## Energy, forces and pressure at a low wave cutoff

If a calculation gets the energy of a metal wrong by a third of an electronvolt per atom, its forces ought to be worthless. Forces are slopes of the energy, and a badly wrong energy surface seems an unlikely source of good slopes. The distorted KRb₃ crystal below contradicts this expectation. At a wave cutoff of 200 eV its energy lies 323 meV per atom above the 600 eV reference, yet no force component changes by more than about 0.001 eV/Å.

Distorted KRb₃ cell with 4 atoms and 92.48 Å³ per atom, computed at fixed geometry with Ansatz 0.2.0 (PBEsol, plane-wave PAW, scalar-relativistic, no spin polarisation, 4×4×4 k mesh, 0.1 eV Gaussian smearing). The reference cutoff is 600 eV. Energies are extrapolated to zero smearing; pressures are positive in compression and corrected for the finite cutoff.

```tsv
wave cutoff (eV)	energy less reference (meV/atom)	pressure less reference (GPa)	largest force change (eV/Å)	plane waves at gamma
200	323	0.007	0.00101	2401
250	40.4	0.002	0.00043	3323
300	3.79	0	0.00017	4363
350	0.3	0	2e-05	5493
420	0.018	0	0	7193
```

The energy error is positive in every row and shrinks at every step. From 200 to 420 eV it falls by a factor of about 18 000, while the number of plane waves only triples. The electronic state is practically the same throughout: the crystal remains metallic, with an almost unchanged Fermi level. The trend is therefore one of numerical resolution, and the behaviour of all three errors follows from asking what changes that resolution and what leaves it alone.

### What the cutoff resolves

A plane-wave calculation builds each electron wave from ripples of different wavelengths. The wave cutoff E is the kinetic energy of the shortest ripple admitted, so a higher cutoff means finer detail. At 200 eV the shortest wavelength is 0.87 Å, and at 420 eV it is 0.60 Å. Both are far below the K–Rb distance of 4.74 Å, so even the coarsest row has ample resolution for the space between the atoms.

The outer electrons that hold the metal together make modest demands there. For one free electron per atom at this density, the highest occupied kinetic energy is about 1.8 eV, a hundredth of the lowest cutoff. But the calculation treats 36 electrons in four atoms, or nine per atom. Eight of these belong to the filled s and p shells just below the outermost electron, and such semicore shells sit close to the nucleus. Standard theory makes these compact shells the natural source of the demand for short waves, although the energies do not separate their share from that of the outer electrons near the nuclei.

The sign of the error follows from the variational principle. The calculation seeks the lowest energy that its set of waves permits, and additional waves give it more freedom, so a larger set lowers the energy or leaves it unchanged. At a low cutoff the compact shells are slightly too blurred, and the blur costs energy. This is the expected reason why every row lies above the reference, although the electron density was also resolved more finely at each step, which the principle does not strictly cover.

### Why the error dies so quickly

The projector augmented-wave method replaces the rapid wiggles near each nucleus by smooth pseudo-waves and restores the true shape separately. A smooth function needs very little of the shortest ripples, and its need falls steeply as the ripples become finer. In addition, the energy is at a minimum with respect to the shape of the waves, so its error goes roughly as the square of the part left out. If the omitted amplitude falls tenfold, the energy error falls about a hundredfold.

The cost rises much more gently. The admitted waves fill a sphere whose radius is the largest wavenumber k, and k grows as the square root of E. Their number is close to Vk³/(6π²), where V is the volume of the cell, and so it grows as E to the power 1.5. This count agrees with the printed numbers of plane waves to about 1 %; the small differences arise because the allowed waves form a discrete grid, and the count depends on which grid points fall just inside the surface of the sphere.

A straight line fitted by least squares to the logarithm of the energy error against the cutoff, using all five rows, summarises the fall. It corresponds to roughly a tenfold gain for every 50 eV and misses no row by more than a factor of 1.3. An exponential in the square root of the cutoff has a similar worst miss, but when each row is left out of the fit in turn, it predicts the logarithm of the missing error nearly twice as poorly. The table thus supports a very fast, nearly exponential decay, but five points cannot settle its exact form.

### Why the forces hardly notice

Consider the 200 eV row and move one atom a little. The atom's semicore shell moves with it and keeps almost the same shape. In terms of plane waves, this shift changes the phase of each ripple but not the amount of it that the shell needs. The ripples that were too short for the cutoff are still left out, and to nearly the same extent. The energy penalty therefore travels with the atom.

The forces allow a direct test of this picture. Plane waves do not move with the atoms, so once the electrons are self-consistent, even at a low cutoff, the error in a force is the slope of the energy error with position, apart from its sign. At 200 eV the largest force change is 0.00101 eV/Å. If this slope held over a displacement of 0.07 Å, the energy error would change by

0.00101 eV/Å × 0.07 Å ≈ 0.00007 eV = 0.07 meV

for the whole cell. The energy error of that cell is 4 × 323 = 1292 meV, nearly twenty thousand times as much.

The crystal thus carries a large energy offset that is almost flat with respect to small atomic movements. A flat offset has no slope and produces no force. The 200 eV energy surface is far too high, but it has nearly the right slope at this geometry. Its largest force change is under 2 % of the largest force component in the reference.

The same reasoning shows when energies may be compared. Between slightly displaced versions of this crystal, computed at one cutoff, most of the offset cancels. Between different cutoffs it does not: moving from 200 to 250 eV lowers the energy by 323 − 40.4 = 282.6 meV per atom without any change in the material. That is about ten times the thermal energy scale at room temperature, and it could easily be mistaken for a real difference in stability.

### Why the pressure needs a correction

Changing the volume is more delicate than moving an atom, because it can alter the resolution itself. Without a correction, the calculated stress describes a change of the cell with a fixed set of waves. When the cell is stretched, these waves stretch with it, and the shortest wavelength becomes longer. The compact shells do not grow in proportion, so they are now described more poorly and the energy rises. The crystal appears to resist expansion more than it should, which is a false tension known as Pulay stress.

Its size can be estimated from the energies. Let δ be the energy error per atom and v the volume per atom. For a fixed set of waves, every wavenumber falls as v to the power −1/3, and the effective cutoff E falls as v to the power −2/3. The false tension is the rate at which δ then rises with volume:

false tension = (2/3) × (E/v) × (fall of δ per eV of cutoff)

The step from 200 to 250 eV provides a worked case. The average fall of δ is 282.6 meV / 50 eV, or 0.00565 eV per eV of cutoff. With the midpoint cutoff of 225 eV and a volume of 92.48 Å³ per atom,

(2/3) × (225 eV / 92.48 Å³) × 0.00565 ≈ 0.0092 eV/Å³ ≈ 1.5 GPa.

This is an average over the step. At 200 eV itself the false tension should be larger, because the energy error falls most steeply there.

For so soft a metal, 1.5 GPa is a great deal. The reference calculation itself finds the crystal under a tension of only about 0.26 GPa, so the false contribution would exceed the real one more than fivefold. A cell relaxed with uncorrected stresses at such a cutoff would shrink too far, for a purely numerical reason. By the step from 250 to 300 eV the estimate has dropped to 0.23 GPa, still comparable with the tension in the crystal.

The pressures in the table have been corrected for this effect, and they tell a much calmer story. At 200 eV the remaining difference from the reference is 0.0076 GPa, which the table shortens to 0.007. After correction, the pressure describes a change of volume at a fixed cutoff, so the range of wavelengths remains the same and the compact shells are resolved equally well before and after. The energy offset is then nearly flat with respect to volume as well: a 1 % change of volume alters it by only about 0.04 meV per atom.

### Where the fall is uneven

The energy error does not shrink at a perfectly steady rate. Per 50 eV of additional cutoff, it falls by factors of about 8, 11 and 13 over the first three steps, and then by only 7 to 8 between 350 and 420 eV. Smooth pseudo-waves do not have to follow one exact exponential, so some bending is natural. The slowdown at the end may reflect a flatter stretch in their short-wave content, but this is a guess, and at this stage only fractions of a meV are involved.

The forces improve more slowly than the energy at first. Between 200 and 300 eV the energy error falls by a factor of 85, whereas the largest force change falls by a factor of only 6. The two need not keep pace, because the forces feel only the small part of the error that varies with position, and that part has no fixed sign. The force component most in error at 200 eV is too small there, but slightly too large at 250 and 300 eV. The resolution of the electron density is a possible contributor to that part, since it was raised together with the wave cutoff, but the two effects were not varied separately.

### Choosing a cutoff for the purpose

The right cutoff depends on which quantity is wanted. For the geometry computed here, the forces and corrected pressures are already close to the reference at 200 eV. Total energies from different settings, and stresses without the correction, need much more. At 350 eV the energy error is down to 0.3 meV per atom, although this cutoff and the three below it are lower than the recommended value for the datasets used.

These small errors measure agreement with the 600 eV calculation, not with a real crystal. Every row shares the same PBEsol functional, the same sampling of electron states and the same atomic datasets, which were made for the related functional PBE. Whatever errors these choices cause remain in place as the cutoff rises. A converged cutoff removes the blur from the waves and leaves the physical approximations as they were.
